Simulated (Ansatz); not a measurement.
A series in volume scale on TiHgO3

Free energy against uniform scaling of the volume at fixed shape and fractions; periodic cell, basis, potentials, k mesh and filling as listed. The results are calculated, by Ansatz 0.2.0.

The cell before it is scaled or strained (space group Pm-3m, No. 221):
```
CELL_PARAMETERS angstrom
3.93430 0.00000 0.00000
0.00000 3.93430 0.00000
0.00000 0.00000 3.93430
ATOMIC_POSITIONS crystal
Ti 0.50000 0.50000 0.50000
Hg 0.00000 0.00000 0.00000
O 0.50000 0.50000 0.00000
O 0.50000 0.00000 0.50000
O 0.00000 0.50000 0.50000
```

Settings of every row: functional r2SCAN; dispersion none; potentials PAW; wave cutoff 600 eV; density cutoff 2400 eV; k mesh 5x5x5; k shift 0x0x0; occupations fermi dirac; smearing width 0.1 eV; spin none.

Limits: coarse k mesh, up to 40 meV an atom off; no spin-orbit coupling, which can matter with elements this heavy; the cell comes from a prototype or a list of computed structures and needn't be the stable phase.

| row | volume scale | V (Å³/atom) | pressure (GPa) | energy above lowest point (meV/atom) |
| --- | --- | --- | --- | --- |
| 1 | 0.9406 | 11.456 | 2.78 | 0 |
| 2 | 0.9703 | 11.818 | -3.35 | 0.9 |
| 3 | 1 | 12.18 | -8.49 | 14.4 |
| 4 | 1.0297 | 12.541 | ? | ? |
| 5 | 1.0594 | 12.903 | -16.42 | 71.7 |

Question: what pressure and energy above lowest point should row 4 give?

Worked fit of pressure. Take u = (V_r/V)^(2/3) − 1 with V_r = 11.999 Å³ an atom, which is twice the finite (Eulerian) strain; such expansions in the strain, on which the Birch-Murnaghan equation of state is built, carry the rest volume and the bulk modulus. The shown rows have u = 0.03135, 0.01018, -0.00993, -0.04727. Least squares give pressure = −6.029 + 256.5 × u + 776.9 × u² GPa; a straight line predicts inner rows, each left out in turn, worse (root mean square 0.75 against 0.025 GPa). The rows lie off it by 0.00, -0.01, 0.01, 0.00. The pressure vanishes at u = 0.0220, or V = 11.61 Å³ an atom, and there the bulk modulus at fixed shape and fractions is B = −V dP/dV = (2/3)(1 + u) dP/du = 198 GPa. The withheld row has u = -0.02902, so the fit gives −6.029 + 256.5 × (-0.02902) + 776.9 × (-0.02902)² = -12.82 GPa.

The calculation gave -12.81 GPa. The fit lies 0.01 GPa (0.052 % of the column's range) below it, one unit of the last digit.

Worked fit of energy above lowest point. Take u = (V_r/V)^(2/3) − 1 with V_r = 11.999 Å³ an atom, which is twice the finite (Eulerian) strain; such expansions in the strain, on which the Birch-Murnaghan equation of state is built, carry the rest volume and the bulk modulus. The shown rows have u = 0.03135, 0.01018, -0.00993, -0.04727. Least squares give energy above lowest point = 6.21 − 671.9 × u + 15098 × u² meV/atom; a straight line predicts inner rows, each left out in turn, worse (root mean square 15 against 0.073 meV/atom). All shown rows lie on it to the printed digit. Its lowest point lies at u = 0.0223, or V = 11.61 Å³ an atom, and the curvature there gives the bulk modulus at fixed shape and fractions, B = (4/9)(1 + u)² E″(u)/V = 194 GPa. The withheld row has u = -0.02902, so the fit gives 6.21 − 671.9 × (-0.02902) + 15098 × (-0.02902)² = 38.4 meV/atom.

The calculation gave 38.6 meV/atom. The fit lies 0.2 meV/atom (0.28 % of the column's range) below it; its largest miss of a shown row is 0.0 meV/atom.
